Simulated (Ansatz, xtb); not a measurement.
**C6H5OP: which of two isomers lies lower**

Structure I is `O=CC1=CC=CP=C1`, a singlet and structure II is `O=CC1=CC=CC=P1`, a singlet. Both are isolated molecules in the gas phase, relaxed with PBE-D3(BJ)/def2-SVP; the shapes shown needn't be the lowest conformers.

I (Å):

```xyz
13

C     2.3272   -0.4454    1.3675
C     0.9309   -0.2829    0.8569
C     0.5979   -0.8821   -0.3765
C    -0.6805   -0.7868   -0.9384
C    -1.7356   -0.0914   -0.3281
C     0.0137    0.4559    1.6221
O     3.2061   -1.0617    0.7929
P    -1.6596    0.7627    1.2037
H     2.5152    0.0635    2.3614
H     1.3979   -1.4383   -0.8899
H    -0.8644   -1.2824   -1.9063
H    -2.7090   -0.0712   -0.8481
H     0.3786    0.8833    2.5747
```

II (Å):

```xyz
13

C    -1.8398   -1.4764    1.5963
C    -1.5810   -0.9481    0.2257
C    -0.2979   -1.1281   -0.3253
C     0.0655   -0.6782   -1.5983
C    -0.8325    0.0005   -2.4452
C    -2.1582    0.2852   -2.0964
O    -1.0120   -2.0575    2.2790
P    -2.9259   -0.1389   -0.5806
H    -2.8905   -1.2973    1.9759
H     0.4363   -1.6561    0.3074
H     1.0914   -0.8601   -1.9538
H    -0.4686    0.3234   -3.4353
H    -2.7841    0.8223   -2.8293
```

Quicker runs give these differences E(II) − E(I): GFN2-xTB −0.063 eV; HF/STO-3G +0.008 eV (at GFN2-xTB geometries); r2SCAN-D4/def2-SVP −0.018 eV (at GFN2-xTB geometries).

Task: Estimate E(II) − E(I) at the level CCSD(T)/def2-SVP + ΔMP2/def2-TZVPP.

Result: Too close to call at this level: CCSD(T)/def2-SVP + ΔMP2/def2-TZVPP gives E(II) − E(I) = −0.001 eV.

How the difference moves with the method:

| level | geometry | E(II) − E(I) (eV) | departure from the last row (eV) | job, with rough time for the two |
| --- | --- | --- | --- | --- |
| GFN2-xTB | GFN2-xTB | −0.063 | −0.063 | optimisation, 0.13 s |
| HF/STO-3G | GFN2-xTB | +0.008 | +0.009 | single point, 0.32 s |
| r2SCAN-D4/def2-SVP | GFN2-xTB | −0.018 | −0.017 | single point, 1.9 s |
| PBE-D3(BJ)/def2-SVP | PBE-D3(BJ)/def2-SVP | −0.021 | −0.020 | optimisation, 9.3 s |
| HF/def2-SVP | PBE-D3(BJ)/def2-SVP | −0.012 | −0.012 | part of the CCSD(T) run |
| MP2/def2-SVP | PBE-D3(BJ)/def2-SVP | −0.013 | −0.012 | part of the CCSD(T) run |
| CCSD(T)/def2-SVP | PBE-D3(BJ)/def2-SVP | −0.003 | −0.002 | single point |
| CCSD(T)/def2-SVP + ΔMP2/def2-TZVPP | PBE-D3(BJ)/def2-SVP | −0.001 |  | single point, 32 s |

As drawn, both hold the same kinds of bond in the same numbers.

The largest departure from CCSD(T)/def2-SVP + ΔMP2/def2-TZVPP is that of GFN2-xTB, 0.063 eV. The last row adds to CCSD(T) the change of the MP2 difference between the two basis sets, here +0.002 eV.

With thermal terms from frequencies at re-optimised GFN2-xTB minima (ideal gas, soft modes damped towards free rotors, one conformer each, 298.15 K, 1 atm): on the last row, ΔE + ΔZPE = +0.002, ΔH = +0.003, ΔG = +0.002 eV.

The correlated steps freeze 12 core orbitals. Programs: Ansatz 0.2.0, xtb 6.7.1; the last row on 4 threads of Intel(R) Xeon(R) 6975P-C (Granite Rapids) on a shared host.

The two phosphinine carbaldehydes are effectively isoenergetic: moving the formyl group from the carbon beside phosphorus (II) to the next one along (I) costs essentially nothing. Both keep the aromatic six-electron π system and a formyl group conjugated with it, so only second-order substituent effects can separate them. Phosphorus is less electronegative than carbon and leaves extra electron density on its neighbouring carbons, which should favour an acceptor at the 2-position. This suggests that the σ-withdrawing formyl group's gain there is small, or is offset by weaker π conjugation or local repulsion.

Hartree–Fock already gives a near-tie at −0.012 eV, so correlation contributes almost equally to both isomers. Most levels put II marginally lower, HF/STO-3G being the exception, but that shared sign is no evidence of a real preference, since vibrational and thermal terms are enough to reverse it. The larger GFN2-xTB gap probably reflects its approximate description of electrostatics around phosphorus. Near-equal energies also say nothing about which isomer a synthesis would deliver, as that would be decided by kinetics.
